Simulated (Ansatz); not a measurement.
**Si2H2OF2 (SMILES F[Si]1(F)O[SiH2]1): the energy, rung by rung**

Si2H2OF2: 7 atoms, total charge 0, spin state singlet. SMILES: `F[Si]1(F)O[SiH2]1`. Geometry: optimised at B3LYP/def2-SVP.

Quantity: the adiabatic electron affinity (to the doublet anion, shapes relaxed at B3LYP/def2-SVP, no zero-point term), in eV. The values are calculated.

The electron affinity is E(neutral) − E(anion): positive where the electron is bound.

| level | kind | program | value (eV) | less CCSD(T)/def2-SVP | CPU time (all runs) |
| --- | --- | --- | --- | --- | --- |
| HF/def2-SVP | Hartree–Fock | Ansatz | 0.40 | -0.05 | 3.9 s |
| SVWN5/def2-SVP | LDA | Ansatz | 0.77 | +0.32 | 2.2 s |
| PBE/def2-SVP | GGA | Ansatz | 0.79 | +0.34 | 4.4 s |
| r2SCAN/def2-SVP | meta-GGA | Ansatz | 0.84 | +0.39 | 7.7 s |
| wB97M-V/def2-SVP | range-separated hybrid | Ansatz | 0.67 | +0.22 | 21 s |
| B2PLYP/def2-SVP | double hybrid | Ansatz | 0.62 | +0.17 | 7.4 s |
| RPA@PBE/def2-SVP | RPA | Ansatz | 0.70 | +0.25 | 6.6 s |
| MP2/def2-SVP | perturbation theory | Ansatz | 0.31 | -0.14 | 3.2 s |
| CCSD(T)/def2-SVP | coupled cluster or CI | Ansatz | 0.45 | 0.00 | 29 s |

CCSD(T)/def2-SVP is the highest level here, not the true value. The values span 0.31 to 0.84 eV. Times are those of the runs behind each value, whatever else they computed, on shared processors of several kinds: orders of magnitude only.

Every level places the relaxed doublet anion below the singlet neutral, so the sign of the electron affinity doesn't depend on the method, though its size does. Binding an electron is plausible for a strained ring with a Si–Si bond: the extra electron probably enters a low-lying σ* orbital with large silicon character, made more accessible by the electronegative fluorine and oxygen substituents and stabilised further as the ring relaxes.

Hartree–Fock lies only 0.05 eV below CCSD(T), which points to a small net correlation contribution rather than to weak correlation in either species. MP2 falls below Hartree–Fock, so its second-order correlation favours the neutral, and the coupled-cluster treatment reverses that preference. The density functionals all bind the electron more strongly than CCSD(T), the semilocal ones most, perhaps because they overstabilise a delocalised extra electron. Since def2-SVP lacks diffuse functions, which usually stabilise an anion more than its neutral parent, the closeness of any value to CCSD(T) here doesn't establish its accuracy at the basis-set limit.
